# When a frozen state leaks out of the subspace: the first correction to frozen-window exactness

## The result and its two parts

A Wannier or tight-binding model for device simulation keeps $J$ orbitals per cell, while the first-principles calculation behind it offers many more bands. The disentanglement scheme of Souza, Marzari and Vanderbilt (2001) bridges the two at each point $\mathbf{k}$ of the first-principles mesh. An *outer window* selects $M \ge J$ Bloch eigenstates $|\psi_m\rangle$ with energies $E_1 \le \dots \le E_M$. A $J$-dimensional subspace $S$ of their span is then chosen. An inner or *frozen window* lists the states that $S$ is required to contain.

We work at one $\mathbf{k}$, with energies in eV or meV and wave vectors in nm$^{-1}$. In the basis $|\psi_m\rangle$ the Hamiltonian is $H = \mathrm{diag}(E_1,\dots,E_M)$. The subspace is described by an $M\times J$ matrix $U$ with orthonormal columns, $U^\dagger U = 1$. The projector on $S$ is $P = UU^\dagger$, the projector on the discarded directions is $Q = 1-P$, and the model Hamiltonian is $\bar H = U^\dagger H U$, with eigenvalues $\bar E_1 \le \dots \le \bar E_J$. Any unitary rotation of the columns of $U$ gives the same $S$. If we pick the rotation that makes $\bar H$ diagonal, then

$$\bar E_n = \sum_m |U_{mn}|^2 E_m ,\qquad \sum_m |U_{mn}|^2 = 1 ,$$

so each model energy is a weighted mean of true energies. For any other choice of columns the same sum gives a diagonal element of $\bar H$ and not an eigenvalue.

**Interlacing.** The Courant–Fischer principle writes $E_n$ as the minimum, over all $n$-dimensional subspaces $V$, of the largest value of $\langle\phi|H|\phi\rangle$ for normalised $\phi$ in $V$. The value $\bar E_n$ is the same minimum taken only over those $V$ that lie in $S$. A minimum over fewer candidates cannot be lower, so $\bar E_n \ge E_n$. The same argument for $-H$ counts from the top: the $j$-th highest model level lies no higher than the $j$-th highest true level. Level $n$ of the model has $j = J-n+1$, and the true level with that $j$ has index $M-j+1 = n+M-J$. Hence

$$E_n \le \bar E_n \le E_{n+M-J}.$$

**Exactness.** Let $|\psi_f\rangle$ be a frozen state. If it lies in $S$, then

$$PHP|\psi_f\rangle = PH|\psi_f\rangle = E_f P|\psi_f\rangle = E_f|\psi_f\rangle ,$$

and $E_f$ is an eigenvalue of $\bar H$. Since $S$ holds at most $J$ orthogonal states, the number $N_f(\mathbf{k})$ of frozen states must not exceed $J$ at any $\mathbf{k}$.

## The assumption and where it enters

The assumption examined here is full containment, $P|\psi_f\rangle = |\psi_f\rangle$. It is used in the first and in the last equality of the exactness line, and nowhere else. The weighted mean and the interlacing need only orthonormal columns inside the outer window, so both survive when containment is lost.

The measure of failure is the *leakage*

$$\varepsilon_f = \langle\psi_f|Q|\psi_f\rangle = 1-\langle\psi_f|P|\psi_f\rangle = \sin^2\theta_f ,$$

where $\theta_f$ is the angle between the state and the subspace. The quantity $1-\varepsilon_f$ is the projectability of the state on $S$. Containment is dropped in practice whenever $S$ is built by projecting and orthonormalising trial orbitals without a frozen window, when sharp windows are replaced by smooth energy weights, when one $\mathbf{k}$-independent basis is used over a region of the zone, or when a band of interest leaves the frozen window. The counting condition also takes a quantitative form. For any set of $N_f$ states the projectabilities add up to at most $\mathrm{Tr}\,P = J$, so their leakages add up to at least $N_f-J$. One state too many forces a total leakage of at least one, which is never a small perturbation.

## Three levels on two orbitals

For $M=3$, $J=2$ the subspace is a plane, fixed by the one unit vector $w$ that it excludes, $Q = ww^\dagger$. The leakage of state $m$ is $|w_m|^2$. A model eigenvector $\phi$ with energy $\lambda$ lies in the plane and obeys $P(H-\lambda)\phi = 0$, which says that $(H-\lambda)\phi = \mu w$ for some number $\mu$. For $\lambda$ different from every $E_m$ this gives $\phi_m = \mu w_m/(E_m-\lambda)$, and the condition $w^\dagger\phi = 0$ becomes the secular equation

$$\sum_{m=1}^{3}\frac{|w_m|^2}{E_m-\lambda} = 0 .$$

For distinct levels and nonzero $w_m$ the left side increases between its poles, from $-\infty$ just above one level to $+\infty$ just below the next. There is one root in $(E_1,E_2)$ and one in $(E_2,E_3)$, which is the interlacing. Clearing denominators gives the characteristic polynomial of $\bar H$, valid in all cases:

$$|w_1|^2(E_2-\lambda)(E_3-\lambda)+|w_2|^2(E_1-\lambda)(E_3-\lambda)+|w_3|^2(E_1-\lambda)(E_2-\lambda)=0 .$$

If $w_f = 0$, both remaining terms contain the factor $E_f-\lambda$, which is the exactness.

## The first correction

Let $|w_f|^2 = \varepsilon$ be small, and write $|w_m|^2 = (1-\varepsilon)c_m$ for $m\ne f$, with $\sum c_m = 1$. The $c_m$ say what the excluded direction is made of apart from $\psi_f$. Define $\Delta_m = E_m-E_f$, which is negative for levels below $f$, and the shift $\delta = \lambda-E_f$. Separating the term $m=f$ in the secular equation gives, exactly,

$$\delta\,(1-\varepsilon)\sum_{m\neq f}\frac{c_m}{\Delta_m-\delta} = \varepsilon .$$

Expand the sum as $A+B\delta+\dots$ with

$$A=\sum_{m\ne f}\frac{c_m}{\Delta_m},\qquad B=\sum_{m\ne f}\frac{c_m}{\Delta_m^2},$$

and insert $\delta = \delta_1\varepsilon+\delta_2\varepsilon^2+\dots$ at fixed $c_m$. Order $\varepsilon$ gives $A\delta_1 = 1$. Order $\varepsilon^2$ gives $A\delta_2+B\delta_1^2-A\delta_1 = 0$. Therefore

$$\delta = \frac{\varepsilon}{A}\left[1-\varepsilon\left(\frac{B}{A^2}-1\right)+O(\varepsilon^2)\right].$$

The first correction is $\varepsilon/A$. It is linear in the leakage and so quadratic in the tilt angle. The energy $1/A$ is the $c$-weighted harmonic mean of the level spacings. The factor $B/A^2-1$ is the variance of $1/\Delta_m$ divided by the square of its mean, so it is never negative, and the first-order formula is good while $\varepsilon(B/A^2-1)\ll 1$. If $w$ has weight on only one other level, the variance vanishes and $\delta = \varepsilon\Delta$ holds exactly.

The sign follows from $A$. A lowest state moves up and a highest state moves down. A middle state may move either way without breaking the interlacing, because it is $\bar E_2 \ge E_2$ when $A>0$ and $\bar E_1\le E_2$ when $A<0$.

**Why the harmonic mean.** A tempting estimate is the energy of the projected state itself. The vector $P\psi_f = \psi_f-w\,w_f^*$ has squared norm $1-\varepsilon$ and components $-w_mw_f^*$ on the other levels, so its mean energy lies at $\varepsilon\sum c_m\Delta_m$ from $E_f$, with the arithmetic mean. But the normalised $P\psi_f$ is not an eigenvector of $\bar H$. Label the other two levels $a$ and $b$ and take $w$ real and positive. The second unit vector of the plane is $\chi = \sqrt{c_b}\,\psi_a-\sqrt{c_a}\,\psi_b$, at energy $\Delta_\chi = c_b\Delta_a+c_a\Delta_b$ from $E_f$. Its coupling to the normalised $P\psi_f$ is $V = -\sqrt{\varepsilon c_ac_b}\,(\Delta_a-\Delta_b)$. The repulsion $-V^2/\Delta_\chi$ is also of first order in $\varepsilon$, and the two pieces combine as

$$\varepsilon\left[c_a\Delta_a+c_b\Delta_b-\frac{c_ac_b(\Delta_a-\Delta_b)^2}{\Delta_\chi}\right]=\varepsilon\,\frac{\Delta_a\Delta_b}{\Delta_\chi}=\frac{\varepsilon}{A}.$$

For the lowest state the arithmetic estimate is a rigorous upper bound on $\delta$, being a variational energy within $S$.

**Any $M$ and $J$.** The same steps work with $(H-\lambda)\phi = \eta$, where $\eta$ lies in the discarded space. Put $q = Q\psi_f$ and let $\mathcal{A}(\lambda) = \sum_{m\ne f}Q|\psi_m\rangle\langle\psi_m|Q/(E_m-\lambda)$ act in that space as an $(M-J)\times(M-J)$ matrix. The condition $Q\phi = 0$ reads $\mathcal{A}\eta = q\,(q^\dagger\eta)/(\lambda-E_f)$. Applying $q^\dagger\mathcal{A}^{-1}$ gives $\lambda-E_f = q^\dagger\mathcal{A}(\lambda)^{-1}q$, exact when $\mathcal{A}$ is invertible and $q^\dagger\eta\neq0$. The first correction is $q^\dagger\mathcal{A}(E_f)^{-1}q$, with $q^\dagger q = \varepsilon$.

## Size for a generic band edge

Take illustrative levels at 0, 0.5 and 4.0 eV, standing for a conduction-band edge, a nearby second band and a high band at a low-symmetry $\mathbf{k}$. The lowest level is the one we wanted frozen. Let the excluded direction have $c_2 = 0.2$ and $c_3 = 0.8$. Then $A = 0.60$ eV$^{-1}$, $B = 0.85$ eV$^{-2}$, $1/A = 1.667$ eV, $B/A^2-1 = 1.36$, and the arithmetic mean spacing is 3.3 eV. The polynomial is $\lambda^2-(1.2+3.3\varepsilon)\lambda+2\varepsilon = 0$ with $\lambda$ in eV. All shifts below are the model's, in meV.

| $\varepsilon$ | first order $\varepsilon/A$ | through second order | exact | arithmetic estimate |
|---|---|---|---|---|
| 0.001 | 1.667 | 1.664 | 1.664 | 3.3 |
| 0.01 | 16.67 | 16.44 | 16.44 | 33.0 |
| 0.05 | 83.33 | 77.66 | 77.68 | 165 |
| 0.1 | 166.7 | 144.0 | 144.3 | 330 |

A projectability of 99% sounds excellent, yet it lifts the band edge by 16.44 meV. At 300 K, where $k_BT = 25.85$ meV, a rigid shift of that size multiplies a nondegenerate electron density at fixed Fermi level by $\exp(-\delta/k_BT) = 0.53$. Holding the shift to 1 meV needs $\varepsilon \le 6.0\times10^{-4}$, a tilt of $1.4^\circ$. The arithmetic estimate overstates the shift about twofold. The second model level, which was never protected, sits at 1.200 eV for $\varepsilon = 0$ and at 1.217 eV for $\varepsilon = 0.01$, between 0.5 and 4.0 eV as interlacing demands.

The wavefunction suffers at lower order than the energy. From $\phi_m\propto w_m/(E_m-\lambda)$,

$$\frac{\phi_m}{\phi_f} = -\frac{w_m}{w_f}\,\frac{\delta}{\Delta_m-\delta},$$

which scales as $\sqrt\varepsilon$. For $\varepsilon = 0.01$ the magnitudes are 0.15 on the second level and 0.037 on the third. Interband optical or scattering matrix elements built from $\phi$ are thus disturbed at first order in the tilt angle.

## Size for a GaAs-like conduction band

A direct-gap zinc-blende crystal supplies a physical three-level model. Neglect spin–orbit coupling, take $\mathbf{k}$ along [100], and use three zone-centre states: the valence state $X_v$ at $-E_g$, the $s$-like conduction state $S_c$ at zero, and the $p$-like upper conduction state $X_c$ at $\Delta'$. The operator $p_x$ couples $S_c$ to both $X$ states. It does not couple $X_v$ to $X_c$, since tetrahedral symmetry allows such an element only when the two states and the operator carry the three different labels $x,y,z$. With $T = \hbar^2k^2/2m_0$, $\hbar^2/2m_0 = 0.0381$ eV nm$^2$, and basis phases chosen to make the couplings real, the $\mathbf{k}\cdot\mathbf{p}$ Hamiltonian in the order $(X_v,S_c,X_c)$ is

$$H(k) = T+\begin{pmatrix}-E_g&\sqrt{E_PT}&0\\ \sqrt{E_PT}&0&\sqrt{E_P'T}\\ 0&\sqrt{E_P'T}&\Delta'\end{pmatrix}.$$

The coupling $E_P'$ vanishes in silicon and germanium, where the two corresponding conduction states have the same parity. As approximate inputs take $E_g = 1.6$ eV (roughly the gap averaged over the spin–orbit-split valence bands), $\Delta' = 3.0$ eV, $E_P' = 6$ eV and $E_P = 26$ eV. The last was chosen so that the three-level mass falls near the typical GaAs value of about $0.067\,m_0$, so the mass itself tests nothing.

Project on the two fixed orbitals $X_v$ and $S_c$, which gives a two-band Kane model. The excluded vector is $w = X_c$. At $k = 0$ the conduction state is contained in the plane and is exact. At small $k$, first-order perturbation theory gives it the amplitude $-\sqrt{E_P'T}/\Delta'$ on $X_c$, so $\varepsilon = E_P'T/\Delta'^2$ to order $k^2$. The valence state reaches $X_c$ only through $S_c$, with weight of order $k^4$, so $c_3\to1$ and $1/A\to\Delta'$. The first correction is

$$\delta = \frac{E_P'}{\Delta'}\,\frac{\hbar^2k^2}{2m_0}+O(k^4).$$

A leakage that grows as $k^2$ is a change of effective mass. Second-order perturbation theory for the full matrix gives $m_0/m^* = 1+E_P/E_g-E_P'/\Delta' = 15.25$, and the projected model gives $1+E_P/E_g = 17.25$. The difference is the $\delta/T$ just derived, which confirms the formula by a second route. The model's masses are $0.0656\,m_0$ for three levels and $0.0580\,m_0$ after projection. The projected band is 12% lighter, its band-edge density of states ($\propto m^{*3/2}$) is 17% lower, and its velocity at a given small energy ($\propto m^{*-1/2}$) is 6% higher.

Diagonalising both matrices gives the model's values at finite $k$, with energies in meV from the band edge.

| $k$ (nm$^{-1}$) | $10^3\varepsilon$ | $E_2$ | $\bar E_2$ | $\delta$ | $E_P'T/\Delta'$ |
|---|---|---|---|---|---|
| 0.1 | 0.254 | 5.79 | 6.55 | 0.760 | 0.762 |
| 0.3 | 2.28 | 50.6 | 57.3 | 6.75 | 6.86 |
| 0.6 | 9.16 | 186 | 212 | 26.2 | 27.4 |

The wave vector 0.3 nm$^{-1}$ is the Fermi wave vector of an isotropic spin-degenerate band at $n = k^3/3\pi^2 = 9.1\times10^{17}$ cm$^{-3}$. There a projectability of 99.8% goes with a shift equal to 13% of the electron's energy. The small gap between the last two columns comes from the small-$k$ forms of $\varepsilon$ and $A$, not from the expansion in $\varepsilon$. With the values at that $k$, $c_1 = 3.0\times10^{-5}$ and $A = 0.338$ eV$^{-1}$, the formula $\varepsilon/A$ returns 6.75 meV.

Freezing repairs this at almost no cost. Remove from $w$ its component along the conduction eigenstate and renormalise, which keeps $c_1$ and $c_3$ and sets $\varepsilon = 0$. The conduction level is then exact, and the other root is $c_3E_1+c_1E_3$, which lies $c_1(E_3-E_1) = 0.14$ meV above the true valence level. The plane now turns with $k$, and this is the freedom that a frozen window uses.

One neglected term is as large as the effect. Bands beyond these three contribute to $m_0/m^*$ of GaAs a further term of typically about $-2$, the same size as $-E_P'/\Delta'$. In this model it is absorbed in the choice of $E_P$. An outer window wide enough to hold those bands would roughly double the leakage correction of a fixed two-orbital basis. Quoted values of $E_P'$ also vary widely. The 12% is therefore the model's figure and indicates only the order of magnitude for the material.

## Where the first correction fails

The expansion breaks down as $A\to0$, which can happen only for a state with window levels on both sides. Since $A = \Delta_\chi/\Delta_a\Delta_b$, this is the point where the unprotected model level crosses $E_f$. Put the middle level at zero, the lower at $-D_1$ and the upper at $D_3$, both $D$ positive. Then $A = 0$ means $c_1 = D_1/(D_1+D_3)$, and the characteristic polynomial reduces to

$$\lambda^2-\varepsilon(D_3-D_1)\lambda-\varepsilon D_1D_3 = 0,\qquad \lambda = \pm\sqrt{\varepsilon D_1D_3}+\tfrac12\varepsilon(D_3-D_1)+\dots$$

The correction is now linear in the tilt angle. With the spacings 1.6 and 3.0 eV reused as illustrative numbers, $c_1 = 0.348$, and $\varepsilon = 0.001$, the leading term is $\pm69.3$ meV and the exact roots are $-68.6$ and $+70.0$ meV. The same leakage into the upper level alone would cost 3.0 meV. With exact containment the two model levels cross freely and one of them stays at $E_f$. With slight leakage the crossing opens into a spurious gap and neither root is the true band. Such crossings need a disentangled band that averages states from below and above the target, so they threaten a frozen window placed in the middle of the outer window, and not a lowest state.

## Working rules

Read a projectability as an energy: multiply the leakage by the harmonic-mean spacing $1/A$, which is of the order of eV, and compare the product with $k_BT$ or with the subband spacing that the device depends on. For transport, look at how the leakage grows with $k$ around the valley minimum, since $\delta/T$ is the change in $m_0/m^*$. Check $N_f(\mathbf{k})\le J$ at every mesh point, and check that no unprotected model band passes through a band that is only nearly contained. All statements here concern the projected Hamiltonian at one $\mathbf{k}$. Between mesh points a Wannier model gives a Fourier interpolation of $\bar H$, which need not be a projection of the true $H(\mathbf{k})$, so there neither exactness nor interlacing is guaranteed, and the interpolated bands must be converged with the mesh separately.